Quadrature squeezing by self-phase modulation: one Kerr mode solved exactly

1. The model

In silica the refractive index rises with intensity, so light acquires a phase proportional to its own power, Φ = γPL, with γ the nonlinear coefficient, P the power and L the fibre length. The smallest quantum model is one mode with annihilation operator a, [a, a†] = 1, n = a†a, whose passage through the fibre is the unitary

U = exp[iκ n(n − 1)/2].  (1)

Fields vary as exp(−iωt), the linear propagation phase is removed, and κ > 0 is the phase shift per photon. The input is a coherent state |α⟩ with α real and mean photon number N = α². Quadratures are X_θ = a e^(−iθ) + a† e^(iθ), X = X_0, Y = X_(π/2) = −i(a − a†). The vacuum variance is 1 at every θ; this is the shot-noise level, and decibels mean 10 log10 V. At 1500 nm a photon carries 0.827 eV, and the thermal occupation of the mode at 300 K is 1.3 × 10⁻¹⁴, so thermal light plays no part.

Predict: which observable does U leave unchanged, and what does a photodiode at the fibre end record?

U is a function of n, so n and all its moments are conserved. The counts stay Poissonian with variance N: direct detection is at shot noise exactly, for any κ and N.

2. The exact output operator

With G = n(n − 1)/2 = a†a†aa/2 one has [a, G] = n a. Then a_out = U†aU obeys d a_out/dκ = i n a_out, so

a_out = e^(iκn) a.  (2)

Predict: put a = α + δa and keep first order in δa. Which quadrature changes, and by how much?

3. Linearisation: the shear

Let X and Y now denote the quadratures of δa. To first order n = N + αX, so e^(iκn) ≈ e^(iΦ)(1 + iκαX) with

Φ = κN.

For a flat pulse of duration T without dispersion, P = Nħω/T and κ = γħωL/T, so κN = γPL. In the frame turned by the mean phase Φ, δa_out = δa + iΦX. The added term is i times a Hermitian operator, so it cancels in X and doubles in Y:

X → X,  Y → Y + 2ΦX.  (3)

The input X and Y are uncorrelated with unit variance, so the output has V_XX = 1, V_XY = 2Φ, V_YY = 1 + 4Φ². The determinant is 1: a shear keeps the area of the noise ellipse. With θ counted from the mean field,

V(θ) = 1 + 2Φ² − 2Φ² cos 2θ + 2Φ sin 2θ.  (4)

Predict: V(0) = 1. Is θ = 0 the minimum? If not, on which side does it lie?

The slope at θ = 0 is 4Φ > 0, so the noise drops below shot noise at small negative θ. The oscillating part of (4) has amplitude 2Φ√(1 + Φ²), which gives

V_max, V_min = (√(1 + Φ²) ± Φ)²,  θ_min = −(1/2) arctan(1/Φ).  (5)

The product V_max V_min is 1, and |tan 2θ| = 1/Φ on both axes. For small Φ the quiet axis is near −45°; for large Φ it closes on the amplitude axis as θ_min ≈ −1/(2Φ), and V_min ≈ 1/(4Φ²). The quiet quadrature is then X − Y_out/(2Φ) = −Y_in/(2Φ): the sheared phase carries a copy of X, which cancels X itself. Equations (3) to (5) are the general statement that the exact solution will test.

4. Exact moments

The Poisson sum gives ⟨α|e^(iκn)|α⟩ = exp[N(e^(iκ) − 1)]. From (2), and from a f(n) = f(n + 1) a, which yields a_out² = e^(iκ) e^(2iκn) a²,

⟨a_out⟩ = α exp[N(e^(iκ) − 1)],
⟨a_out²⟩ = N e^(iκ) exp[N(e^(2iκ) − 1)].

Define u = 4N sin²(κ/2). The mean field has phase N sin κ and |⟨a_out⟩|² = N e^(−u). For any state V(θ) = 1 + 2A + 2 Re[B e^(−2iθ)], with A = ⟨n⟩ − |⟨a⟩|² and B = ⟨a²⟩ − ⟨a⟩². Use (e^(2iκ) − 1) − 2(e^(iκ) − 1) = (e^(iκ) − 1)² = −(u/N) e^(iκ) and count θ from the mean field:

A = N(1 − e^(−u)),
B = N e^(−u) {exp[iκ − u e^(iκ)] − 1},  (6)
V_max, V_min = 1 + 2A ± 2|B|,  θ_min = (arg B − π)/2.

This is the closed-form solution of (1), with no approximation.

Predict: let N → ∞ at fixed Φ = κN. What are A and B?

Then u → Φ²/N, so A → Φ² and B → iΦ − Φ², and (4) and (5) follow. The shear is the exact limit of many photons with a small phase per photon.

5. The first correction

Expanding (6) one order further in 1/N gives A = Φ² − Φ⁴/(2N) and B = iΦ − Φ² + (3Φ⁴/2 − Φ²/2 − 3iΦ³)/N. The change of |B| is the projection of the new term on the direction of iΦ − Φ², namely −Φ³(3Φ² + 5)/[2N√(1 + Φ²)]. Hence

V_min = (√(1 + Φ²) − Φ)² + [Φ³(3Φ² + 5)/√(1 + Φ²) − Φ⁴]/N + O(1/N²).  (7)

For large Φ the correction tends to 2Φ⁴/N, and geometry explains it. The state spreads along a circle of radius α in the complex amplitude plane, with phase deviation φ of variance κ²N = Φ²/N. On the circle X = 2α cos φ ≈ 2α − αφ², and for Gaussian φ the variance of αφ² is 2N(Φ²/N)² = 2Φ⁴/N. The ellipse bends into a crescent, and no straight quadrature axis follows a crescent.

Predict: at N = 100, does V_min keep falling from Φ = 1 to Φ = 2?

Φ | 0.5 | 1 | 2
V_min, shear (5) | 0.3820 | 0.1716 | 0.0557
1/(4Φ²) | 1.0000 | 0.2500 | 0.0625
V_min, exact, N = 10⁴ | 0.3820 | 0.1720 | 0.0602
V_min, exact, N = 100 | 0.3878 | 0.2177 | 0.4859
V_min, (7), N = 100 | 0.3878 | 0.2181 | 0.5039
θ_min, shear, degrees | −31.72 | −22.50 | −13.28
θ_min, exact, N = 100 | −31.62 | −22.22 | −12.55

It rises, from 0.2177 to 0.4859, while the shear promises 0.0557. The angle moves by less than a degree: V_min is the small difference of two large numbers, 1 + 2A and 2|B|, and is the first quantity to fail. At N = 100, Φ = 2 the amplitude quadrature has V(0) = 1 + 2A + 2 Re B = 1.275, although the photon number is still Poissonian; X and n are equivalent only to first order.

For large Φ, V_min ≈ 1/(4Φ²) + 2Φ⁴/N. The ratio of the second term to the first is 8Φ⁶/N, so V_min ≈ 1/(4Φ²) needs both Φ ≫ 1 and 8Φ⁶ ≪ N. Setting the derivative to zero gives the best quadrature squeezing of one Kerr mode,

Φ_opt = (N/16)^(1/6),  V_opt = 3/(8Φ_opt²) ∝ N^(−1/3).  (8)

6. The fibre: fixing Φ and N

Take L = 13 m and sech-shaped pulses of 140 fs full width at half maximum in intensity, at 1500 nm. As approximate inputs for a small-core polarisation-maintaining silica fibre take γ = 5 W⁻¹ km⁻¹ and group-velocity dispersion β₂ = −11 fs²/mm. For a field sech(t/T₀) the width parameter is T₀ = 140 fs/[2 ln(1 + √2)] = 79.4 fs, and the dispersion length is L_D = T₀²/|β₂| = 0.573 m.

Predict: L/L_D = 22.7. May dispersion be dropped, as in the flat pulse of section 3?

It may not; a weak pulse would spread to many times its width. One mode with a fixed shape survives only as the fundamental soliton. The envelope equation i ∂ψ/∂z + (|β₂|/2) ∂²ψ/∂t² + γ|ψ|²ψ = 0 has the solution ψ = √P₀ sech(t/T₀) exp(iγP₀z/2) when γP₀L_D = 1. Here P₀ = 349 W, the energy is 2P₀T₀ = 55.4 pJ = 3.46 × 10⁸ eV, and N = 4.18 × 10⁸.

Predict: the soliton phase is φ_s = γP₀L/2. Is the shear parameter therefore γP₀L/2?

The shear depends on how the phase responds to a change of photon number. A change δn = αX shifts the phase by (dφ_s/dN)αX and Y by 2α times that, so in general Φ = N dφ_s/dN. For a soliton the energy is 2|β₂|/(γT₀), so T₀ ∝ 1/N, P₀ ∝ N² and φ_s ∝ N². The derivative restores the factor 2:

Φ = γP₀L = L/L_D = 22.7,  κ = Φ/N = 5.43 × 10⁻⁸.

Treating all N photons as one mode with this constant κ is the model's assumption. It keeps the number–phase coupling of the soliton and discards the reshaping of the pulse and the dispersive waves that fluctuations excite.

The shear (5) gives V_min = 4.85 × 10⁻⁴, or −33.1 dB, which 1/(4Φ²) reproduces to these three figures, with V_max = 2.06 × 10³ and θ_min = −1.26°.

Predict: with 4 × 10⁸ photons, is linearisation safe?

Not for a quadrature read against a fixed-phase local oscillator. The ratio 8Φ⁶/N is 2.6. The correction in (7) is 1.27 × 10⁻³, and the exact formula (6) gives V_min = 1.76 × 10⁻³, or −27.5 dB. The model has passed its optimum (8), which for this N lies at Φ_opt = 17.2 with V_opt = 1.26 × 10⁻³, or −29.0 dB. The sixth power of Φ has caught up with N.

7. Reading the tilted axis with two polarisations

A photodiode sees only n, so the quiet axis at −1.26° must be reached by interference. A polarisation-maintaining fibre supplies its own reference. Launch equal pulses on the two axes, modes a and b, each evolving by (1). With a typical group birefringence of 5 × 10⁻⁴ the pulses separate by 140 fs in 8 cm, so cross-phase modulation acts over under one per cent of the fibre and is dropped; a compensating delay makes them overlap at the output. Set the relative phase so that the input states are |α⟩ and |iα⟩, and measure the Stokes operators S₁ = n_a − n_b and S₂ = a†b + b†a, both of zero mean. A half-wave plate turned by θ/4 before a polarising splitter selects S_θ = S₁ cos θ + S₂ sin θ as the difference of two photocurrents, with the sign of θ fixed by the sense of rotation.

To first order, with each mode's quadratures referred to its own mean field, S₁ = α(X_a − X_b) and S₂ = α(Y_a − Y_b). So Var S_θ = 2N V(θ), and shot noise is 2N. The linear result (5) carries over unchanged.

Predict: does the crescent term 2Φ⁴/N carry over too?

The exact moments decide. S₁ is conserved, so Var S₁ = 2N. For T = a†b the two modes factorise: ⟨T⟩ = iN e^(−u), ⟨T²⟩ = −N² e^(−w) with w = 4N sin²κ, and ⟨TT†⟩ = ⟨T†T⟩ = N² + N. From ⟨na + an⟩/2 = ⟨a⟩(N e^(iκ) + 1/2) for each output mode, the symmetrised covariance of S₁ with T is 2N² e^(−u) sin κ, and that with T† is the same. Divided by 2N, the covariance matrix of (S₁, S₂) has entries 1, c, c, d with

c = 2N e^(−u) sin κ,  d = 1 + N(1 − e^(−w)).  (9)

As N → ∞, c → 2Φ and d → 1 + 4Φ², the shear again. At finite N the determinant is d − c² ≈ 1 + (8/3)Φ⁶/N², and for large Φ the large eigenvalue falls by the fraction 2Φ²/N. The small eigenvalue is the determinant over the large one, so it exceeds (5) by the fraction 2Φ²/N + (8/3)Φ⁶/N², that is 2.5 × 10⁻⁶ plus 2 × 10⁻⁹ for this fibre. The crescent term is absent because the axis near which the minimum lies is a photon-number difference, which U conserves exactly; the cos φ bending goes into the third Stokes operator, i(b†a − a†b), which carries the mean. In this arrangement the two-mode model does give −33.1 dB. How far the shear can be trusted depends on the observable as well as on N and Φ.

8. What the model leaves out

Predict: which does more harm to V_min = 4.85 × 10⁻⁴, a 10 per cent loss or a random phase of a third of a milliradian?

Loss after the fibre with transmission η mixes in vacuum: V → ηV + 1 − η. For an illustrative η = 0.9 the values 4.85 × 10⁻⁴ and 1.76 × 10⁻³ become 0.1004 and 0.1016, or −9.98 and −9.93 dB. The whole difference between the shear and the crescent shrinks to 0.05 dB.

A random phase of variance δφ² adds v = 4N δφ² to V_YY. It does so wherever along the fibre it arises, since (3) leaves a displacement in Y unchanged. The determinant becomes 1 + v and the large eigenvalue about 4Φ² + v, so V_min ≈ (1 + v)/(4Φ² + v). A phase of 2.4 × 10⁻⁵ rad rms gives v = 1 and already doubles V_min. An illustrative 3.5 × 10⁻⁴ rad gives v = 205 and V_min = 0.091, as harmful as the loss. In the Stokes arrangement phase noise common to both axes cancels in Y_a − Y_b, and only the uncorrelated part counts.

Glass supplies such noise through its vibrations. Guided acoustic modes of the fibre modulate the index; at a typical 500 MHz their quantum is 2.1 × 10⁻⁶ eV and their occupation at 300 K is 1.25 × 10⁴, nearly proportional to temperature. The Raman response peaks near a typical 0.055 eV, where the occupation at 300 K is only 0.14; the spontaneous part of Raman scattering survives cooling.

The figures −33.1 dB and −27.5 dB are therefore the model's, resting on the assumed γ and β₂ and on one lossless mode per polarisation. As typical knowledge, metre-scale fibres with femtosecond pulses near 1500 nm deliver at best about 0.2 to 0.3 of shot noise, that is 7 to 5 dB of squeezing. The lossless Stokes model overstates this by roughly 26 to 28 dB, and the version with 10 per cent loss alone by 3 to 5 dB. The robust predictions are those that involve no cancellation: a small tilt near 1/(2Φ), anti-squeezing near 4Φ², and a photocurrent at shot noise, the last up to effects that (1) omits, such as wavelength-dependent loss acting on the reshaped spectrum.